# Margin comments on the Mott limit of the anomalous Nernst conductivity: smoothness of $\sigma_{xy}(E)$ in D0$_3$ Fe$_3$Ga and Fe$_3$Al

**1. Conventions.** The electron charge is $-e$ with $e>0$, the magnetisation lies along $z$, and the transport current is $j_i=\sigma_{ij}E_j+\alpha_{ij}(-\partial_jT)$. The Berry curvature is $\boldsymbol\Omega=\nabla_{\mathbf k}\times i\langle u|\nabla_{\mathbf k}u\rangle$, and $\int[dk]$ means $\sum_n\int d^3k/(2\pi)^3$. The function

$$\sigma_{xy}(E)=-\frac{e^2}{\hbar}\int[dk]\,\Omega_z\,\Theta(E-\varepsilon_{\mathbf k})$$

is the zero-temperature intrinsic Hall conductivity of rigid bands filled to $E$. Energies are in meV, $1\ \mathrm{meV}=1.602\times10^{-22}$ J, and $x=(E-\mu)/k_BT$.

**2. What holds at any temperature.** A temperature gradient exerts no force on a wave packet, so there is no anomalous velocity. The transverse current comes from the magnetisation. The local current contains the curl of the self-rotation moments, $\nabla\times\int[dk]\,f\,\mathbf m$. The transport current is the local current minus $\nabla\times\mathbf M$, and the orbital magnetisation is $\mathbf M=\int[dk]f\,\mathbf m+\mathbf G$ (Xiao, Yao, Fang and Niu, 2006) with

$$\mathbf G=\frac{e}{\hbar}\,k_BT\int[dk]\,\boldsymbol\Omega\,\ln\!\left(1+e^{-(\varepsilon-\mu)/k_BT}\right).$$

The moments cancel and $j_x=-\partial_yG_z$ remains. A gradient of $\mu$ gives $j_x=\sigma_{xy}\,\partial_y\mu/e$ with the thermally averaged $\sigma_{xy}$, as the Einstein relation requires. For a gradient of $T$, $\partial_T[k_BT\ln(1+e^{-x})]=k_B\hat s(x)$ with

$$\hat s=xf+\ln(1+e^{-x})=-f\ln f-(1-f)\ln(1-f),$$

so $\alpha_{xy}=(ek_B/\hbar)\int[dk]\,\Omega_z\hat s$. Since $\Omega_z$ integrated over a constant-energy shell is $-(\hbar/e^2)\,\sigma_{xy}'(E)$, and $k_BT\,d\hat s/dE=-(E-\mu)(-\partial f/\partial E)$, an integration by parts connects two forms:

$$\alpha_{xy}=-\frac{k_B}{e}\int dE\,\hat s\,\sigma_{xy}'(E)=-\frac{1}{eT}\int dE\left(-\frac{\partial f}{\partial E}\right)(E-\mu)\,\sigma_{xy}(E).$$

Nothing about the shape of $\sigma_{xy}(E)$ has been assumed so far.

**3. Where the assumption enters.** Taking $\sigma_{xy}'$ out of the first integral and using $\int\hat s\,dx=\pi^2/3$ gives the Mott limit

$$\alpha_{xy}^{M}=-\frac{\pi^2k_B^2T}{3e}\,\sigma_{xy}'(E_F).$$

This step assumes that the slope $\sigma'_{xy}$, the curvature flux per unit energy, is well approximated by a linear function of $E$ across the width of $\hat s$ (the linear part drops out because $\hat s$ is even), and that $\mu=E_F$. The usual statement $k_BT\ll E_F$ is the wrong test. The scale that counts is that of the structure in $\sigma_{xy}(E)$, which spin–orbit gaps set at tens of meV.

**4. A ceiling that the Mott limit ignores.** Because $0\le\hat s\le\ln2$, the first form gives $|\alpha_{xy}|\le(k_B/e)\ln2\,V$, where $V$ is the larger of the total rise and the total fall of $\sigma_{xy}(E)$, and $k_B/e=86.2\ \mu$V/K. The Mott limit grows linearly in $T$ and has to cross this ceiling. Taking $5$ A K$^{-1}$ m$^{-1}$ as a typical size for Fe$_3$Ga, the bound demands $V\ge8.4\times10^4$ S/m, and more if part of that change lies in the tails of $\hat s$.

**5. The first correction.** Expand $\sigma_{xy}$ about $\mu$ in the second form. Only odd derivatives survive, with moments $\int(-\partial_xf)\,x^{2n}dx=2(2n)!\,\eta(2n)$, where $\eta(s)=\sum_{m\ge1}(-1)^{m-1}m^{-s}$. These are $\pi^2/3$, $7\pi^4/15$ and $31\pi^6/21$ for $n=1,2,3$. The cubic term carries $1/3!$, so

$$\alpha_{xy}=-\frac{\pi^2k_B^2T}{3e}\sigma_{xy}'(\mu)-\frac{7\pi^4k_B^4T^3}{90\,e}\sigma_{xy}'''(\mu)-\dots$$

A second term of order $T^3$ is often forgotten. At fixed electron number $\mu-E_F=-(\pi^2/6)(k_BT)^2D'/D$, with $D$ the total density of states at $E_F$, and $\sigma'_{xy}(\mu)=\sigma'_{xy}(E_F)+\sigma''_{xy}(\mu-E_F)$. Together,

$$r\equiv\frac{\alpha_{xy}}{\alpha_{xy}^M}=1+(k_BT)^2\left[\frac{7\pi^2}{30}\frac{\sigma_{xy}'''}{\sigma_{xy}'}-\frac{\pi^2}{6}\frac{D'}{D}\frac{\sigma_{xy}''}{\sigma_{xy}'}\right]_{E_F}+O(T^4).$$

At an extremum of the slope, where $|\alpha^M_{xy}|$ is largest, $\sigma'''_{xy}/\sigma'_{xy}<0$ and the correction lowers the signal. On a tail that steepens towards a nearby feature it raises it.

**6. All orders for one Fourier component.** For $\sigma_{xy}\propto\sin\lambda x$, differentiate $\int(-\partial_xf)\cos(\lambda x)\,dx=y/\sinh y$, $y=\pi\lambda$, with respect to $\lambda$. At fixed $\mu$,

$$r(y)=-\frac3y\frac{d}{dy}\frac{y}{\sinh y}=\frac{3(y\cosh y-\sinh y)}{y\sinh^2y}=1-\frac{7y^2}{30}+\dots,$$

which reproduces the first term of the bracket, since $(k_BT)^2\sigma'''_{xy}/\sigma'_{xy}=-\lambda^2$. The thermal integral is a low-pass filter. It halves the component with $y=1.83$, whose period in energy is $2\pi^2k_BT/y=10.8\,k_BT$. At $k_BT=25$ meV this is $0.27$ eV. Any structure in $\sigma_{xy}(E)$ finer than that is overweighted by the Mott limit by a factor of two or more.

**7. A model for the D0$_3$ alloys.** In both alloys the large curvature is attributed to a web of nearly flat nodal lines close to $E_F$, gapped by spin–orbit coupling. Across one line element along $k_z$,

$$H=E_0+\hbar v(q_x\tau_x+q_y\tau_y)+\Delta\tau_z,\qquad \Omega_z^{\mp}=\pm\frac{\hbar^2v^2\Delta}{2\epsilon^3},\qquad\epsilon=\sqrt{\hbar^2v^2q^2+\Delta^2},$$

with the upper sign for the lower band. For $|E-E_0|>\Delta$ only states with $\epsilon>|E-E_0|$ have one band filled and the other empty, and $\hbar^2v^2q\,dq=\epsilon\,d\epsilon$ gives $\int d^2q\,\Omega_z^-=\pi\Delta/|E-E_0|$. For lines at a common $E_0$,

$$\sigma_{xy}(E)=\sigma_0\min\!\left(1,\frac{\Delta}{|E-E_0|}\right),\qquad\sigma_0=\frac{e^2}{2h}\frac{L}{2\pi}.$$

Here $L$ is the sum of the projections $dk_z$ weighted by the sign of each element's contribution, which is negative for the chirality written above. All other bands are taken to give a background of zero slope. With $\delta=\mu-E_0>\Delta$, $a=\Delta/\delta$ and $t=k_BT/\delta$, the slope is $-\sigma_0\Delta/\delta^2$, and $\sigma''_{xy}/\sigma'_{xy}=-2/\delta$, $\sigma'''_{xy}/\sigma'_{xy}=6/\delta^2$. Writing $\alpha_{xy}=(k_B/e)\sigma_0A$,

$$A^M=\frac{\pi^2}{3}at,\qquad r=1+\frac{7\pi^2}{5}t^2+\frac{\pi^2}{3}\,t^2\,\delta\,\frac{D'}{D}+\dots$$

The full integral, with the slope negative above the gap and positive below it, is

$$A=at\left[\int_{(a-1)/t}^{\infty}\frac{\hat s(x)\,dx}{(1+tx)^2}-\int_{(1+a)/t}^{\infty}\frac{\hat s(x)\,dx}{(tx-1)^2}\right].$$

The ratio $r$ does not depend on $\sigma_0$.

**8. Size of the correction.** Illustrative inputs are $\Delta=20$ meV, of the order that the typical Fe 3d spin–orbit coupling allows, and $\delta=50$ meV. They were chosen so that $\alpha_{xy}(T)$ flattens somewhat below room temperature, as is typical for these alloys. A second value, $\delta=70$ meV, stands for a different position of the web. Al and Ga are isoelectronic, so the same model serves both alloys, and $\delta$ is an open input for each. The table holds $\mu$ fixed.

| $\delta$ (meV) | $k_BT$ (meV) | $T$ (K) | $A^M$ | $A$ | $1+\tfrac{7\pi^2}{5}t^2$ | $r$, full integral |
|---|---|---|---|---|---|---|
| 50 | 5 | 58 | 0.13 | 0.15 | 1.14 | 1.14 |
| 50 | 10 | 116 | 0.26 | 0.31 | 1.55 | 1.18 |
| 50 | 20 | 232 | 0.53 | 0.41 | 3.21 | 0.78 |
| 50 | 25 | 290 | 0.66 | 0.39 | 4.45 | 0.60 |
| 70 | 25 | 290 | 0.34 | 0.37 | 2.76 | 1.11 |

The coefficient $7\pi^2/5=13.8$ is large, so the first correction reaches 10 % at $t=0.085$, which is $49$ K for $\delta=50$ meV. The chemical-potential term stands to it as $5\delta|D'|/21D$. With an assumed $D/|D'|=0.3$ eV this ratio is $0.040$, and $\mu$ moves by $3.4$ meV at $k_BT=25$ meV, so that term is minor unless the total density of states is itself sharp near $E_F$.

**9. Why the first correction fails before room temperature.** For the tail $\Delta/|E-E_0|$ the $n$-th term of $r$ is $(6/\pi^2)(2n)!\,\eta(2n)\,t^{2n-2}$. Successive terms have a ratio close to $(2n+1)(2n+2)t^2$, so the series diverges for every $t$ and is at best asymptotic. It also knows nothing of the gap edge at $E_0+\Delta$, where the slope drops to zero, nor of the opposite slope below the gap. Those enter with the weight $e^{-(\delta-\Delta)/k_BT}$ and $e^{-(\delta+\Delta)/k_BT}$, which no power of $T$ represents. At 290 K and $\delta=50$ meV the first weight is $0.30$. The upper branch then contributes $0.77$ to $r$ and the lower branch removes $0.17$. The first correction predicts a large increase where the full integral shows a fall of 40 %. Even the match at 58 K is partly a cancellation: the next term, $(31\pi^4/7)t^4=0.043$, is largely offset by the missing tail. The $T^3$ term is therefore a reliable alarm and a poor repair.

**10. Sensitivity to the Fermi level.** Moving $\delta$ from 50 to 70 meV at 290 K lowers $A^M$ by 49 % and $A$ by only 6 %. The sharp dependence on filling that the slope $\sigma_{xy}'(E_F)$ suggests is mostly averaged away, and $r$ passes from below one to above one. A value $r\approx1$ at a single temperature is no evidence of smoothness. Lines that disperse along their length are covered by averaging $A$ and $A^M$ separately over $E_0$, since both are linear in $\sigma_{xy}(E)$.

**11. Absolute numbers.** Set $\sigma_0=1.4\times10^5$ S/m, chosen so that the model reaches the typical size for Fe$_3$Ga used above. With an approximate cubic lattice constant $a_c=0.58$ nm, $e^2/2ha_c=3.3\times10^4$ S/m, so $L=4.2\,(2\pi/a_c)$, several line segments acting with one sign. Then $(k_B/e)\sigma_0=12.1$ A K$^{-1}$ m$^{-1}$, and for $\delta=50$ meV the model gives $\alpha_{xy}=4.9$ at 232 K and $4.8$ at 290 K, against a Mott limit of $7.9$ at 290 K, all in A K$^{-1}$ m$^{-1}$. The amplitude is fitted and tests nothing. The typically smaller response of Fe$_3$Al corresponds to a smaller $\sigma_0$, with $r$ unchanged at equal $\delta$ and $\Delta$.

**12. Passing to the thermopower.** With $\mathbf j=0$, $E_i=S_{ij}\partial_jT$ and $S=\rho\alpha$ as a matrix product, so $S_{yx}=\rho_{yy}\alpha_{yx}+\rho_{yx}\alpha_{xx}$. For $\mathbf M$ along a cube axis, $\alpha_{yx}=-\alpha_{xy}$ and $\rho_{yx}=\sigma_{xy}/(\sigma_{xx}^2+\sigma_{xy}^2)$. To first order in the transverse coefficients, with $\theta=\sigma_{xy}/\sigma_{xx}$ and $\rho=\rho_{xx}$,

$$-S_{yx}=\rho\,\alpha_{xy}-\theta\,S_{xx}.$$

Take approximate room-temperature inputs $\rho=0.9\ \mu\Omega\,$m, $\sigma_{xy}=6\times10^4$ S/m with the sign of $\alpha_{xy}$, and $S_{xx}=-20\ \mu$V/K. Then $\theta=0.054$ and the second term adds $1.1\ \mu$V/K. The first term is $4.3\ \mu$V/K from the full integral and $7.1\ \mu$V/K from the Mott limit, so the model's $-S_{yx}$ is $5.4$ or $8.2\ \mu$V/K. The Mott limit overshoots $\alpha_{xy}$ by a factor $1.7$ and $S_{yx}$ by $1.5$, because the Hall-deflected Seebeck term is an input here and is not corrected.

**13. Neglected effects of the same size.** Two of them rival the correction and limit the table to its first digit as a statement about the alloys.

Lifetime broadening: an assumed $\tau=10$ fs, plausible at this resistivity, gives $\Gamma=\hbar/2\tau=33$ meV, more than $\Delta$ and more than $k_BT$. If broadening is treated roughly as a Lorentzian convolution of $\sigma_{xy}(E)$, a Fourier component is multiplied by $e^{-\Gamma\lambda/k_BT}$. For the component that the thermal filter halves at $k_BT=25$ meV this factor is $0.46$. The gap edge is rounded off, but structure on the scale that spoils the Mott limit survives at about half strength.

Exchange splitting: for a typical splitting of about 2 eV, each per cent of reduction moves a band of one spin by $10$ meV relative to the centre of the pair. If the splitting followed the magnetisation, as in the Stoner picture, a 2 % loss would span the whole difference between the last two rows of the table. That changes $r$ from $0.60$ to $1.11$ but $A$ very little. Magnon drag and inelastic scattering lie outside the integral formula altogether and are not estimated here.

**14. Practical reading.** For the model of these alloys the Mott limit holds to 10 % only below about 50 K, the $T^3$ term is useful over little more than that range, and at room temperature the departure lies between $-40$ % and $+11$ % for the two assumed positions of the web. A calculated $\sigma_{xy}(E)$ should be folded with the full kernel $(E-\mu)(-\partial f/\partial E)$, over a window of several $k_BT$ on each side of $\mu$.